# Margin comments on the Fisher droplet model, worked for square islands

**Conventions.** Energies are in $k_BT$, lengths in lattice spacings, and $\Phi=\beta P$ is per site. In Ising language the coupling is $K=J/k_BT$ and a unit of perimeter costs $2K$. The field $h=(\mu_{\rm coex}-\mu)/k_BT$ is the cost per condensed site, so $h>0$ is stable vapour and $h<0$ is supersaturated vapour. Fisher (1967) treats droplets of $l$ sites as an ideal mixture:
$$\Phi=\sum_l n_l,\qquad n_l=q_0\,l^{-\tau}e^{-hl-al^\sigma},\qquad D_k\equiv(-\partial_h)^k\Phi\big|_{h=0^+}.$$

**1. Where the exponents come from.** At $h=0$ every derivative is a sum $S(s)=\sum_l l^{-s}e^{-al^\sigma}$ with $s=\tau-k$. Its Mellin transform in $a$ is $\Gamma(u)\,\zeta(s+\sigma u)$. The pole of $\zeta$ at $u=(1-s)/\sigma$ has residue $1/\sigma$, and the poles of $\Gamma$ give a power series. For $0<\sigma<1$ and no coinciding poles,
$$S(s)=\frac1\sigma\,\Gamma\!\Big(\frac{1-s}{\sigma}\Big)a^{(s-1)/\sigma}+\sum_{j\ge0}\zeta(s-\sigma j)\frac{(-a)^j}{j!}.\tag{A}$$
Put $a=c|t|$, $t=(T-T_c)/T_c<0$. The choices $k=0,1,2$ give the powers $2-\alpha=(\tau-1)/\sigma$, $\beta=(\tau-2)/\sigma$ and $-\gamma=(\tau-3)/\sigma$. At $a=0$ the same argument in $h$, with $\sigma\to1$ and $s=\tau-1$, gives a density shift $\propto h^{\tau-2}$, so $\delta=1/(\tau-2)$.

**2. Conditions often left unsaid.** A finite critical density with a divergent susceptibility needs $2<\tau<3$. The singular term leads the order parameter only if $\beta<1$, since otherwise the term linear in $a$ wins. Coinciding poles give logarithms. The exponents belong to $T\le T_c$: above $T_c$ the surface coefficient changes sign and the sum diverges as $h\to0^+$.

**3. The smallest model.** Take $d=2$ and allow one shape per size, the $n\times n$ square with $l=n^2$ and weight $q\,n^{-p}$:
$$\Phi=q\sum_{n\ge1}n^{-p}e^{-an-hn^2},\qquad D_k=q\,\mathrm{Li}_{p-2k}(e^{-a}).$$
Here $\mathrm{Li}_s(x)=\sum_n n^{-s}x^n$. Since $dn=dl/2\sqrt l$, the coarse-grained dictionary is $\sigma=\tfrac12=(d-1)/d$, $\tau=(p+1)/2$, $q_0=q/2$. For noninteger $s$ and $a<2\pi$,
$$\mathrm{Li}_s(e^{-a})=\Gamma(1-s)\,a^{s-1}+\sum_{j\ge0}\zeta(s-j)\frac{(-a)^j}{j!}.$$
With $s=p-2k$ the singular term is $q\,\Gamma(2k+1-p)\,a^{-(2k+1-p)}$, which equals $(q_0/\sigma)\,\Gamma((k+1-\tau)/\sigma)\,a^{-(k+1-\tau)/\sigma}$ from (A), amplitude included.

**4. Exponents with numbers.** Choose $p=7/2$, so $\tau=9/4$. The density is $\rho=-\partial_h\Phi$ and the order parameter is $m=1-2\rho$. Requiring $m=0$ at $a=h=0$ fixes $q=1/[2\zeta(3/2)]=0.1914$. Then:

- $\Phi_{\rm sing}=q\,\Gamma(-\tfrac52)\,a^{5/2}$, so $\alpha=-\tfrac12$.
- $m=1-\mathrm{Li}_{3/2}(e^{-a})/\zeta(\tfrac32)=1.357\,a^{1/2}-0.559\,a+\dots$, so $\beta=\tfrac12$. The coefficients are $2\sqrt\pi/\zeta(\tfrac32)$ and $\zeta(\tfrac12)/\zeta(\tfrac32)$.
- $D_2=q\,\mathrm{Li}_{-1/2}(e^{-a})\simeq q\,\Gamma(\tfrac32)\,a^{-3/2}$, so $\gamma=\tfrac32$.
- At $a=0$ the Mellin transform of $\sum_n n^{-3/2}e^{-hn^2}$ is $\Gamma(u)\zeta(\tfrac32+2u)$. Its pole at $u=-\tfrac14$ gives $m\simeq[2\Gamma(\tfrac34)/\zeta(\tfrac32)]\,h^{1/4}=0.938\,h^{1/4}$, so $\delta=4$.

All four match comment 1, and $\alpha+2\beta+\gamma=2$, $\gamma=\beta(\delta-1)$ hold for any $\sigma,\tau$. The regular background is not small. At $a=0.01$ the linear term is $4.1$ per cent of the leading one, $m=0.1301$, and the local exponent $d\ln m/d\ln a$ is $0.479$.

**5. Compact $\sigma$ is a low-temperature value.** The formulas give $\beta+\gamma=\beta\delta=1/\sigma$, which is $2$ for compact droplets in $d=2$. Inserting the exact square-lattice Ising exponents $\beta=1/8$, $\gamma=7/4$ as inputs returns $\sigma=8/15$ and $\tau=2+\beta\sigma=31/15$. Near $T_c$ the pair $(\sigma,\tau)$ is a fit, and comment 4 defines its own universality class. The geometric $\sigma=(d-1)/d$ applies to droplets much larger than the correlation length, which is the regime of the high derivatives.

**6. All derivatives are finite.** Now take the bare lattice gas: one square per site ($q=1$, $p=0$, $\tau=\tfrac12$), perimeter $4n$, $a=8K$. With $x=e^{-a}$ each $D_k$ is rational in $x$, for example $D_0=x/(1-x)$ and $D_1=x(1+x)/(1-x)^3$. Poisson summation of $n^{2k}e^{-an}$ gives, for $k\ge1$,
$$D_k=(2k)!\sum_{j=-\infty}^{\infty}(a+2\pi i j)^{-2k-1}.$$
The term $j=0$ is the general result $\Gamma(2k+1)\,a^{-2k-1}$. The others fall relative to it as $(1+4\pi^2j^2/a^2)^{-k-1/2}$. For $K=1$, $a=8$:

| $k$ | $D_k$ | $(2k)!/8^{2k+1}$ | ratio |
|---|---|---|---|
| 0 | $3.356\times10^{-4}$ | $0.1250$ | 0.0027 |
| 1 | $3.359\times10^{-4}$ | $3.906\times10^{-3}$ | 0.0860 |
| 5 | $4.529\times10^{-4}$ | $4.224\times10^{-4}$ | 1.0722 |
| 10 | $0.2643$ | $0.2638$ | 1.0020 |
| 20 | $7.672\times10^{10}$ | $7.673\times10^{10}$ | 0.9999 |

The $k$-th derivative probes side $n\approx2k/a$. The low orders see monomers only and give no warning.

**7. Why the radius of convergence is zero.** The Taylor terms $T_k=D_k|h|^k/k!$ obey $T_{k+1}/T_k\simeq(4k+2)|h|/a^2$, which exceeds one for any $h\ne0$. In general $D_k$ grows as $(k!)^{1/\sigma}=(k!)^{d/(d-1)}$ up to exponential and power factors. The condition is $\sigma<1$: for $\sigma=1$ the radius is $a$ and coexistence is a regular point. Isakov (1984) proved the growth $(k!)^{d/(d-1)}$ for the Ising model at sufficiently low temperature.

The terms turn upward at $k^*\approx a^2/4|h|$. This is the nucleation barrier, because $an-|h|n^2$ peaks at $n^*=a/2|h|$ with height $a^2/4|h|$. For $a=8$, $h=-0.5$ one has $n^*=8$ and $k^*=32$. The smallest term is $T_{32}=2.24\times10^{-15}$, and the partial sum up to it is $5.539\times10^{-4}$. The metastable pressure is sharply, but not exactly, defined.

**8. The imaginary part.** Keep only $j=0$, that is, replace the sum by an integral:
$$\Phi_c=\int_0^\infty e^{-an-hn^2}dn=\frac12\sqrt{\frac\pi h}\,e^{a^2/4h}\,\mathrm{erfc}\frac{a}{2\sqrt h}.$$
Continue to $h=\eta e^{\pm i\pi}$, $\eta>0$, rotating the contour to $n=\mp is$. The integral becomes $\mp i\int_0^\infty e^{\pm ias-\eta s^2}ds$, so
$$\mathrm{Im}\,\Phi_c=\mp\frac12\sqrt{\frac\pi\eta}\,e^{-a^2/4\eta}.$$
At $a=8$, $\eta=0.5$ its magnitude is $1.59\times10^{-14}$. The dispersion integral $(k!/\pi)\int_0^\infty|\mathrm{Im}\,\Phi_c|\,\eta^{-k-1}d\eta$ equals $(2k)!/a^{2k+1}$, so the cut and the growth of $D_k$ carry the same information. For general $\sigma$ the saddle is $l^*=(\sigma a/\eta)^{1/(1-\sigma)}$ with barrier $(1-\sigma)\,a\,l^{*\sigma}\propto\eta^{-(d-1)}$, as in the metastability analysis of Langer (1967).

The name "essential singularity" is loose here. The point $h=0$ is the end of a cut whose discontinuity vanishes with all its derivatives, and it is not isolated. The discrete square sum is worse: in $z=e^{-h}$ it is $\sum_n x^nz^{n^2}$, and by Fabry's gap theorem $|z|=1$ is a natural boundary. The growth of $D_k$ alone does not decide whether a continuation around $h=0$ exists.

**9. What squares leave out.** At $K=1$, exclusion between monomers adds $-\tfrac52x^2$ to $\Phi$, a fraction $8.4\times10^{-4}$ of the monomer term. Dominoes add the fraction $2e^{-a/2}$, or $3.7$ per cent. All rectangles $n\times m$, with cost $a(n+m)/2+hnm$, can be summed exactly:
$$D_k^{\rm rect}=\big[\mathrm{Li}_{-k}(e^{-a/2})\big]^2\simeq(k!)^2(2/a)^{2k+2}.$$
At $k=10$ this is $0.749$, a factor $2.83$ above the squares. The coarse-grained density at area $l$ is $\int e^{-a(n+l/n)/2}\,dn/n=2K_0(a\sqrt l)\simeq\sqrt{2\pi/a}\;l^{-1/4}e^{-a\sqrt l}$, with $K_0$ the modified Bessel function. One soft shape mode moves $\tau$ from $\tfrac12$ to $\tfrac14$ and leaves $\sigma$ and $a$ alone.

Kinks do change $a$. A long step without overhangs has weight $e^{-2K}\sum_je^{-2K|j|}=e^{-2K}\coth K$ per unit length, so its tension is $2K+\ln\tanh K$, which coincides with Onsager's (1944) axial tension. It vanishes linearly at $K_c=\tfrac12\ln(1+\sqrt2)=0.4407$, which motivates $a=c|t|$ and puts $K=1$ at $T/T_c=0.4407$. At $K=1$ the tension is $1.728$ and a large square has $a=6.91$. The ratio $D_{k+1}/D_k$ at high order then rises by a factor $1.34$, and the barrier at $h=-0.5$ drops from $32$ to $23.9$. The equilibrium shape with rounded corners costs less still. The table is exact for the square model and gives only the growth law for the full lattice gas.

**10. A surface for scale.** Adatom islands on Cu(001) occupy a square lattice. A typical kink energy of about $0.13$ eV equals $2J$ in the nearest-neighbour model, so $J=0.065$ eV and $K=1$ means $T\approx7.5\times10^{2}$ K. The model's bare barrier of $32\,k_BT$ at $h=-0.5$ is then $2.1$ eV. This model sets the step energy equal to the kink energy, whereas a typical step energy for this surface is about $0.22$ eV per atom. Since the bare barrier scales as $a^2$, the model's value is low by a factor of about $3$, and the singularity at coexistence would be hidden more deeply still.